# Notes: Stoner criterion for a disorder-broadened Landau level, and graphene at $\nu=1$

I want the condition under which exchange splits a broadened Landau level, first for two spin flavours and then for the four flavours of graphene's zero level. I write $e^2$ for $e^2/4\pi\varepsilon_0$. The magnetic length is $l=\sqrt{\hbar/|q_e|B}$, each flavour has $1/2\pi l^2$ states per area, $\nu_i\in[0,1]$ is the filling of flavour $i$, and $E_Z=g\mu_BB$. "Up" is the spin with the lower Zeeman energy. Energies are in meV and fields in T.

## 1. Premises

1. One orbital level is kept. Its neighbours are full or empty and enter at most through a dielectric constant.
2. Disorder acts identically on all flavours and does not mix them. Without interaction each flavour has the density of states per area $D(E)$, and $A(E)=2\pi l^2D(E)$ is even, falls monotonically with $|E|$ and has $\int A\,dE=1$. $D$ is **per flavour**.
3. The interaction $V(q)$ is flavour-independent and does not depend on the state.
4. Hartree–Fock, with the disorder average of a product of two density matrices replaced by the product of the averages.
5. The total filling is fixed by a gate, and $T=0$ until Section 7.

## 2. The exchange constant

In the Landau gauge the orbitals are $e^{iky}\varphi_n(x-kl^2)$, and

$$\langle k'|e^{-i\mathbf q\cdot\mathbf r}|k\rangle=\delta_{k',k-q_y}\,e^{-iq_x(k+k')l^2/2}F(q),\qquad F(q)=e^{-q^2l^2/4}L_n(q^2l^2/2).\tag{1}$$

The disorder ensemble is invariant under magnetic translations, and these act irreducibly on the orbitals of one level. By Schur's lemma the averaged density matrix is a multiple of the identity in $k$. I take it diagonal in flavour for now:

$$\overline{\langle c^\dagger_{ki}c_{k'i}\rangle}=\nu_i\,\delta_{kk'}.\tag{2}$$

The Hartree term then has only $q=0$, which depends on the total filling and is a constant. The Fock term, for area $S$ and $N_\phi=S/2\pi l^2$, is

$$E_F^{\rm ex}=-\frac1{2S}\sum_{\mathbf q}V(q)\sum_i\sum_{kk'}|\langle k'|e^{-i\mathbf q\cdot\mathbf r}|k\rangle|^2\nu_i^2=-\frac{N_\phi}{2}X\sum_i\nu_i^2,$$

because for each $\mathbf q$ every $k$ has exactly one partner $k'$. Hence

$$X=\int\frac{d^2q}{(2\pi)^2}V(q)F(q)^2.\tag{3}$$

For $V=2\pi e^2/\kappa q$ and $n=0$,

$$X=\frac{e^2}{\kappa}\int_0^\infty e^{-q^2l^2/2}dq=\sqrt{\frac\pi2}\,\frac{e^2}{\kappa l}.\tag{4}$$

For $n=1$ of a parabolic band the same integral gives $3/4$ of this. In graphene the zero level of each valley lives on one sublattice with the $n=0$ orbital, so (4) applies. Exchange with the filled Dirac sea shifts all four flavours equally and drops out at fixed total filling.

The Fock potential $-X\nu_i$ is a multiple of the identity within flavour $i$. It leaves the disorder eigenstates alone and shifts the band $A(E)$ rigidly. Each flavour fills its lowest states up to an energy $E_i$ measured from its own centre:

$$\nu_i=\int_{-\infty}^{E_i}A\,dE,\qquad \epsilon(\nu_i)=\int_{-\infty}^{E_i}EA\,dE.$$

The energy per flux quantum is, with $s_i=\pm1$ for up and down,

$$\mathcal E=\sum_i\Big[\epsilon(\nu_i)-\tfrac12X\nu_i^2-\tfrac12s_iE_Z\nu_i\Big].\tag{5}$$

Flavour coherences add nothing. The first two terms depend only on the eigenvalues of the flavour density matrix, and for given eigenvalues the Zeeman term is lowest when the eigenvectors have definite spin and the largest eigenvalues go to spin up.

Since $d\nu=A\,dE$, derivatives with respect to $\nu$ are $A^{-1}d/dE$, and with primes on $A$ meaning $d/dE$:

$$\epsilon_1=E,\quad \epsilon_2=\frac1A,\quad \epsilon_3=-\frac{A'}{A^3},\quad \epsilon_4=\frac{3A'^2-AA''}{A^5},\tag{6}$$

where $\epsilon_m=d^m\epsilon/d\nu^m$.

## 3. Two flavours: self-consistency and the criterion

Stationarity of (5) at fixed $\nu_\uparrow+\nu_\downarrow$, with multiplier $\mu$, reads $E_i-X\nu_i-\tfrac12s_iE_Z=\mu$. The distance between the two band centres is $\Delta=E_\uparrow-E_\downarrow$, and subtracting the two conditions gives

$$\Delta=E_Z+X(\nu_\uparrow-\nu_\downarrow),\qquad \nu_\uparrow-\nu_\downarrow=\int_{\bar E-\Delta/2}^{\bar E+\Delta/2}A\,dE,\tag{7}$$

with $\bar E=(E_\uparrow+E_\downarrow)/2$. Exchanging the spins sends $\Delta\to-\Delta$ and keeps the total filling, so $\bar E$ is even in $\Delta$: $\bar E=E_F+O(\Delta^2)$, where $E_F$ is the Fermi energy of the unsplit level. To first order $\nu_\uparrow-\nu_\downarrow=A(E_F)\Delta$, and (7) gives

$$\frac{g^*}{g}\equiv\frac{\Delta}{E_Z}=\frac{1}{1-2\pi l^2D(E_F)X}.\tag{8}$$

To see that the pole is an instability, put $E_Z=0$ and $\nu_{\uparrow,\downarrow}=\nu_0\pm\eta$ in (5). Odd orders cancel:

$$\mathcal E-\mathcal E_0=\Big(\frac1{A(E_F)}-X\Big)\eta^2+\frac{\epsilon_4}{12}\eta^4+\dots\tag{9}$$

The unsplit state is a local minimum for $XA(E_F)<1$ and unstable for

$$2\pi l^2D(E_F)\,X>1.\tag{10}$$

This is the Stoner criterion. If $D$ were counted for both spins together, the prefactor would be $\pi l^2$.

One more statement follows from (5) and (6) for any number of flavours. If $X<1/A(0)$, every term has curvature $1/A-X>0$, so $\mathcal E$ is strictly convex on the constraint plane. Its minimum is unique and therefore keeps every symmetry of (5). **No spontaneous splitting of any kind exists for $XA(0)<1$.**

## 4. Odd filling of a spin-degenerate level

At odd total filling of a level with only spin degeneracy, $\nu_\uparrow+\nu_\downarrow=1$. Evenness of $A$ fixes $\bar E=0$ for every $\Delta$, so (7) closes: $\Delta=E_Z+Xm(\Delta)$ with $m=\int_{-\Delta/2}^{\Delta/2}A\,dE$. Its slope $dm/d\Delta=A(\Delta/2)$ never rises, so $m$ is concave for $\Delta>0$. At $E_Z=0$ a positive root therefore exists if and only if $XA(0)>1$, and it is unique. Here (10) and the convexity bound coincide, so the criterion is necessary and sufficient within the model.

**Gaussian**, with $\Gamma$ the rms width. Define $z=E/\Gamma$, $\phi(z)=e^{-z^2/2}/\sqrt{2\pi}$ and $\Phi(z)=\int_{-\infty}^z\phi$. Then $A=\phi/\Gamma$, $\nu=\Phi(z)$ and $\epsilon=-\Gamma\phi(z)$, since $d\phi/dz=-z\phi$. So

$$m=\operatorname{erf}\frac{\Delta}{2\sqrt2\,\Gamma},\qquad X>\sqrt{2\pi}\,\Gamma=2.507\,\Gamma.\tag{11}$$

**Semi-ellipse**, with $W$ the half-width of the base. This is the self-consistent Born form of Ando and Uemura (1974): $G=1/(E-\Sigma)$ with $\Sigma=W^2G/4$ is solved by $G=2(E-i\sqrt{W^2-E^2})/W^2$, and $A=-\operatorname{Im}G/\pi=(2/\pi W)\sqrt{1-E^2/W^2}$. With $x=\Delta/2W\le1$,

$$m=\frac2\pi\Big(x\sqrt{1-x^2}+\arcsin x\Big),\qquad X>\frac{\pi W}{2}=1.571\,W.\tag{12}$$

Polarisation is complete once $X+E_Z\ge2W$. The two widths are different quantities. The semi-ellipse has variance $W^2/4$, so in rms widths its threshold is $\pi$, against 2.507 for the Gaussian.

Both shapes have $A''(0)=-A(0)/w^2$ with $w=\Gamma$ or $W$, so $m=A(0)\Delta\,(1-\Delta^2/24w^2+\dots)$. Three consequences:

- Above threshold at $E_Z=0$, $\Delta^2\simeq24w^2[1-1/XA(0)]$. The onset is continuous.
- At threshold, $\Delta\simeq(24w^2E_Z)^{1/3}$. A finite $E_Z$ removes the pole of (8) and turns the spin transition into a crossover.
- Equation (8) requires $\Delta^2\ll24w^2[1/XA(0)-1]$.

Also $\epsilon_4>0$ at every filling for both shapes: it is $\Gamma(1+2z^2)/\phi^3$ for the Gaussian, and $A''<0$ makes it positive for the semi-ellipse. So $1/A$ is convex in $\nu$, which I use next.

## 5. Graphene at $\nu=1$: four flavours

The zero level has two spins and two valleys, and $\nu=\sum_i\nu_i-2$. At $\nu=1$ the sum is 3. The unsplit state has $\nu_i=3/4$, so **the Fermi energy is not at the centre**, and (11) and (12) cannot be taken over as they stand.

**Linear instability at $E_Z=0$.** For $\nu_i=3/4+\delta_i$ with $\sum\delta_i=0$, (5) gives

$$\mathcal E-\mathcal E_0=\tfrac12\Big(\frac1A-X\Big)\sum\delta_i^2+\tfrac16\epsilon_3\sum\delta_i^3+\dots\tag{13}$$

The quadratic term reproduces (10) at $\nu_i=3/4$. For the Gaussian, $\Phi(z_s)=3/4$ gives $z_s=0.674$, $\phi(z_s)=0.318$ and $X_s=\Gamma/\phi(z_s)=3.147\,\Gamma$. For the semi-ellipse put $E=W\sin\theta$. Then $\nu=3/4$ means $2\theta+\sin2\theta=\pi/2$, or $y=\cos y$ for $y=\pi/2-2\theta$. So $y=0.739$, $\cos\theta=0.915$ and $X_s=\pi W/(2\cos\theta)=1.717\,W$, which is 3.434 rms widths. A Zeeman term selects $\delta=(\eta,\eta,-\eta,-\eta)$. Each valley then obeys (7), with $\nu_\uparrow-\nu_\downarrow$ counted per valley, and (8) holds with $A$ taken at filling $3/4$.

**The cubic term.** Here $A'<0$, so $\epsilon_3>0$. For the Gaussian $\epsilon_3=\Gamma z_s/\phi(z_s)^2=6.68\,\Gamma$. Along $\delta_i=(\delta,\delta,\delta,-3\delta)$ one has $\sum\delta_i^2=12\delta^2$ and $\sum\delta_i^3=-24\delta^3$, so

$$\mathcal E-\mathcal E_0=6\Big(\frac1A-X\Big)\delta^2-4\epsilon_3\delta^3+\dots$$

Slightly below $X_s$ this is already negative at a small positive $\delta$. A first-order jump therefore comes before the Stoner point.

**Which pattern.** Stationarity demands that $u(x)=E-Xx$, with $x=\nu-\tfrac12$, take one value $c$ for all flavours. The function $u$ is odd, and because $1/A$ is convex in $\nu$ it rises, falls and rises again when $XA(0)>1$. There are at most three solutions $L<M<H$ for $\nu$, with $L<\tfrac12<H$, and $M$ lies on the falling part, where the curvature is negative. A minimum has at most one $M$, because a transfer between two such flavours would lower $\mathcal E$. Now count the total of 3. With two or more $L$, the sum is below $\tfrac12+\tfrac12+1+1$. That leaves $HHLM$ among the states with fewer than three $H$. It needs $L+M\ge1$. For $c\ge0$ both are at most $\tfrac12$ with $L<\tfrac12$. For $c<0$, $x_M$ lies between 0 and the positive zero $x_0$ of $u$, while $x_L<-x_0$, so again $L+M<1$. The minimum thus has three equal high fillings and one other, which is the direction used above.

**The jump, Gaussian.** With $\Phi(z_a)=\tfrac34+\delta$ and $\Phi(z_b)=\tfrac34-3\delta$, exactly

$$\mathcal E-\mathcal E_0=\Gamma\,[4\phi(z_s)-3\phi(z_a)-\phi(z_b)]-6X\delta^2 .$$

This becomes negative for some $\delta$ as soon as

$$X>X_1=\Gamma\min_\delta\frac{4\phi(z_s)-3\phi(z_a)-\phi(z_b)}{6\delta^2}=2.926\,\Gamma.\tag{14}$$

The minimum is at $\delta=0.118$, so the fillings jump from $3/4$ to 0.868 (three times) and 0.395.

**Finite $E_Z$.** Spin is now polarised at any $X$, but the valley symmetry is intact, so a sharp transition remains. It is a valley transition. The valley-symmetric state has fillings $(\nu_\uparrow,\nu_\uparrow,\nu_\downarrow,\nu_\downarrow)$ with $\nu_\uparrow+\nu_\downarrow=3/2$. A transfer between the two down flavours is odd under valley exchange, so it decouples from the spin mode at quadratic order, and its stiffness is $1/A(E_\downarrow)-X$. Since $\tfrac12<\nu_\downarrow<\nu_\uparrow$, the down pair has the larger $A$ and softens first. Setting the stiffness to zero and using (7):

$$\frac{X_v}{\Gamma}=\frac1{\phi(z_\downarrow)},\qquad \frac{E_Z}{\Gamma}=z_\uparrow-z_\downarrow-\frac{\nu_\uparrow-\nu_\downarrow}{\phi(z_\downarrow)}.\tag{15}$$

| $\nu_\downarrow$ | 0.75 | 0.70 | 0.65 | 0.60 | 0.55 |
|---|---|---|---|---|---|
| $E_Z/\Gamma$ | 0 | 0.030 | 0.111 | 0.252 | 0.509 |
| $X_v/\Gamma$ | 3.147 | 2.876 | 2.700 | 2.588 | 2.526 |

For small $\eta=\tfrac34-\nu_\downarrow$, (6) gives $X_s-X_v\simeq\epsilon_3\eta$ and $E_Z\simeq2\epsilon_3\eta^2$. The drop goes as $\sqrt{E_Z}$, so a small Zeeman energy matters. I have not determined the order of the transition along this line. A jump could only come earlier, and never below the convexity bound, so the true threshold $X_c$ obeys

$$2.507\,\Gamma\le X_c\le X_v(E_Z)\le3.147\,\Gamma.\tag{16}$$

For $E_Z\gtrsim\Gamma/2$ the up flavours are nearly full, the down pair is nearly half filled, and the bracket closes on $\sqrt{2\pi}\,\Gamma$. The odd-filling criterion (11) returns, but for the valley index and without any field conjugate to it. Deep in the split state, with fillings near $(1,1,1,0)$, the empty flavour lies $X$ above its full partner of the same spin, with no $E_Z$ in that distance.

## 6. Numbers at $B=10$ T

Inputs, all typical or approximate: $g=2$; Dirac velocity $v=1.0\times10^6$ m/s; substrate permittivity 3.9 for SiO$_2$ and an effective 5 for hBN; Gaussian rms widths $\Gamma=20$ meV on SiO$_2$ and 2 meV on hBN, chosen as representative orders of magnitude and taken independent of $B$. The sheet has vacuum above and a substrate thick compared with $l$ below, so $\kappa=(1+\varepsilon)/2$, which is 2.45 and 3.0. The hBN is rotationally misaligned.

Then $l=8.11$ nm, $e^2/l=177.5$ meV, $\sqrt{\pi/2}\,e^2/l=222.4$ meV and $E_Z=1.16$ meV. The gap to the next level is $\sqrt2\hbar v/l=115$ meV.

Premise 1 needs care, because $e^2/\hbar v=2.19$, and the ratio of $e^2/\kappa l$ to $\hbar v/l$ is 0.89 on SiO$_2$ and 0.73 on hBN at every field. Screening by inter-level transitions is then a factor of order two. As an estimate I use the static polarisability of neutral graphene at $B=0$, $q/4\hbar v$ per area, which gives $\kappa'=\kappa+\pi e^2/2\hbar v=\kappa+3.44$, or 5.89 and 6.44. In a field this value is approached only for $ql\gg1$ and the screening vanishes as $q\to0$, so I show both choices and regard neither as a strict bound.

| | SiO$_2$, $\kappa$ | SiO$_2$, $\kappa'$ | hBN, $\kappa$ | hBN, $\kappa'$ |
|---|---|---|---|---|
| $X$ (meV) | 91 | 38 | 74 | 35 |
| $X/\Gamma$ | 4.5 | 1.9 | 37 | 17 |
| $E_Z/\Gamma$ | 0.058 | 0.058 | 0.58 | 0.58 |
| onset field (T) | 3.0–4.8 | 18–20 | 0.046–0.072 | 0.21–0.33 |

The onset field uses $X\propto\sqrt B$, so $B_c=10\ {\rm T}\,(X_c/X)^2$ with $X$ from the first row, evaluated at the two ends of (16). In the second column I could use 2.700 as the upper end, because at that field $E_Z/\Gamma=0.118$ already exceeds 0.111.

**hBN.** $X/\Gamma$ is far above the whole bracket (16) for either dielectric constant. At 10 T the state is split, with one down flavour empty.

**SiO$_2$.** The verdict at 10 T depends on the screening. With $\kappa$ the state is split. With $\kappa'$ it lies below the convexity bound and is unsplit. There $XA=0.60$ at filling $3/4$, so (8) gives $g^*/g=2.5$, $\Delta=2.9$ meV and $\eta=A\Delta/2=0.023$, small enough for the linear formula. Using the centre value of $A$ by mistake would give $XA=0.75$ and $g^*/g=4.1$.

The substrate changes $X$ by only a factor 0.82 with $\kappa$ and 0.91 with $\kappa'$, against hBN. The contrast comes from $\Gamma$: $B_c\propto\Gamma^2$ makes the assumed tenfold reduction worth a hundredfold in field. The spread within (16) is small compared with the spread between $\kappa$ and $\kappa'$.

## 7. Range of validity

**Level separation.** $\Gamma$ must be small against $\sqrt2\hbar v/l$. This spacing is 63 meV at 3 T, about three widths on SiO$_2$, so the first column is marginal. It is 16 meV at 0.2 T, about eight widths on hBN.

**Field dependence of the width.** For short-range scatterers in the Born treatment the width grows as $\sqrt B$, like $X$. The ratio $X/\Gamma$ is then independent of field and the last table row loses its meaning, while (10)–(16) still hold.

**Factorisation (premise 4).** In one sample the occupied states of a flavour define a projector $P$, so $\int|P(\mathbf r,\mathbf r')|^2d^2r'=P(\mathbf r,\mathbf r)$, with average $\nu/2\pi l^2$. The averaged matrix (2) has $|\bar P|^2=\nu^2e^{-|\mathbf r-\mathbf r'|^2/2l^2}/(2\pi l^2)^2$ for $n=0$, which integrates to $\nu^2/2\pi l^2$ and reproduces (4) when weighted with $e^2/\kappa r$. The missing weight $\nu(1-\nu)$ sits in the fluctuating part. It contributes $-\tfrac12Y\nu(1-\nu)$, where $Y\sim e^2/\kappa L$ and $L$ is the range over which it is spread. For constant $Y$ this replaces $X$ by $X-Y$ in the criterion. The premise needs $L\gg l$. In the zero level $L$ has no reason to exceed a few $l$, so the correction is a sizeable fraction of $X$. For a potential smooth on the scale $l$ the local filling is 0 or 1, $Y$ approaches $X$, and a uniform Stoner picture gives way to a spatially inhomogeneous one. The Gaussian here is therefore a model lineshape and not a statement about smooth disorder.

**Screening inside the level (premise 3).** The unsplit state is compressible. A static Thomas–Fermi estimate divides $V$ by $1+(s/ql)F^2$, with $s=4Ae^2/\kappa l=4AX/\sqrt{\pi/2}$. At $XA=1$ this is $s=3.2$, and (3) falls to

$$\frac{1}{\sqrt{\pi/2}}\int_0^\infty\frac{t\,e^{-t^2/2}\,dt}{t+s\,e^{-t^2/2}}=0.28$$

of its value. The estimate is crude, since this screening acts only at frequencies up to about $\Gamma/\hbar$, the same scale as the energy transfers in the exchange. It shows that the threshold value of $X/\Gamma$ is uncertain by a factor of a few when $X$ is computed from (4). It lowers $X$, so an "unsplit" verdict survives. It is absent when the Fermi energy lies in a gap many widths wide, so the self-consistency of the split state on hBN survives too. The onset fields are the fragile entries, and I read them as orders of magnitude.

**Flavour anisotropy.** Lattice-scale interactions are of order $(a/l)\,e^2/\kappa l$. With $a\approx0.246$ nm this is 2.2 meV on SiO$_2$ and 1.8 meV on hBN at 10 T, as large as $E_Z$. They can move the threshold within (16) by as much as $E_Z$ does, and the assignment of spin and valley labels in Section 5 is subject to them. An aligned hBN lattice adds a sublattice potential, which in the zero level is a valley field and enters like $E_Z$ in (7). Intervalley scattering violates premise 2.

**Temperature.** With Fermi occupation $f$, the linearisation of (7) replaces $A(E_F)$ by $\int A\,(-\partial f/\partial E)\,dE$. At the centre of a Gaussian the Sommerfeld term gives $A(0)[1-\pi^2(k_BT)^2/6\Gamma^2]$, a reduction of 0.054 for $\Gamma=2$ meV at 4.2 K.

**Mean field.** Near threshold, spatial fluctuations of the order parameter, domains and textures are left out, and they can round the jump (14). The distance $X$ in the split state is that of a well separated particle and hole without texture, and a transport gap is lowered from it by the broadening and possibly by skyrmions. Equations (8) and (10) are thus exact consequences of the functional (5) for given $X$ and $A(E)$, and in the zero level of graphene $X$ is best treated as an effective parameter of order $e^2/\kappa l$.